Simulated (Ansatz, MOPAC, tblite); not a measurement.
A ladder of methods for C2H7Al (SMILES [CH3][AlH][CH3])

The species is C2H7Al (10 atoms), meant as a singlet with charge 0. As SMILES, `[CH3][AlH][CH3]`. Geometry: relaxed at PBE0-D4/def2-TZVP.

Quantity: the dipole moment, in D. The values are calculated.

```json
{"level": "IPEA1-xTB", "kind": "semi-empirical", "program": "tblite", "value (D)": "1.31"}
{"level": "AM1", "kind": "semi-empirical", "program": "MOPAC", "value (D)": "0.36"}
{"level": "PM3", "kind": "semi-empirical", "program": "MOPAC", "value (D)": "0.43"}
{"level": "GFN2-xTB", "kind": "semi-empirical", "program": "tblite", "value (D)": "1.51"}
{"level": "HF/STO-3G", "kind": "Hartree–Fock", "program": "Ansatz", "value (D)": "0.10"}
{"level": "HF/3-21G", "kind": "Hartree–Fock", "program": "Ansatz", "value (D)": "0.60"}
{"level": "HF/def2-SVP", "kind": "Hartree–Fock", "program": "Ansatz", "value (D)": "0.62"}
{"level": "HF/6-311G** (Cartesian d past Ne)", "kind": "Hartree–Fock", "program": "Ansatz", "value (D)": "0.56"}
{"level": "B3LYP/6-31G* (spherical functions)", "kind": "global hybrid", "program": "Ansatz", "value (D)": "0.73"}
{"level": "B3LYP/6-31G* (Cartesian functions)", "kind": "global hybrid", "program": "Ansatz", "value (D)": "0.72"}
```

The values span 0.10 to 1.51 D. Magnitudes only: a small dipole may point the other way at some levels. Sets without polarisation functions give poor dipoles. Without the sets that lack polarisation functions the rows with a basis span only 0.56 to 0.73 D.

The polarised ab initio and hybrid rows agree on a modest dipole for monomeric dimethylaluminium hydride, while the two xTB models give roughly twice that or more and AM1 and PM3 fall below it. Aluminium is electropositive towards both carbon and hydrogen, so all three of its bonds are strongly polar, but in a near-trigonal arrangement their moments largely cancel. What remains reflects the imbalance between the hydride and the two methyl groups, so a slight change in the charge distribution can shift the total by a large fraction. The small dipole is therefore no sign of weakly polar bonds.

The HF/3-21G value of 0.60 D lies among the polarised results, probably through compensating errors. Switching between spherical and Cartesian functions hardly matters in B3LYP, but the gap between B3LYP and Hartree–Fock can't be assigned to correlation alone, because the basis changes too. Nor does the monomer's dipole describe the bulk compound, which associates through Al–H–Al bridges.
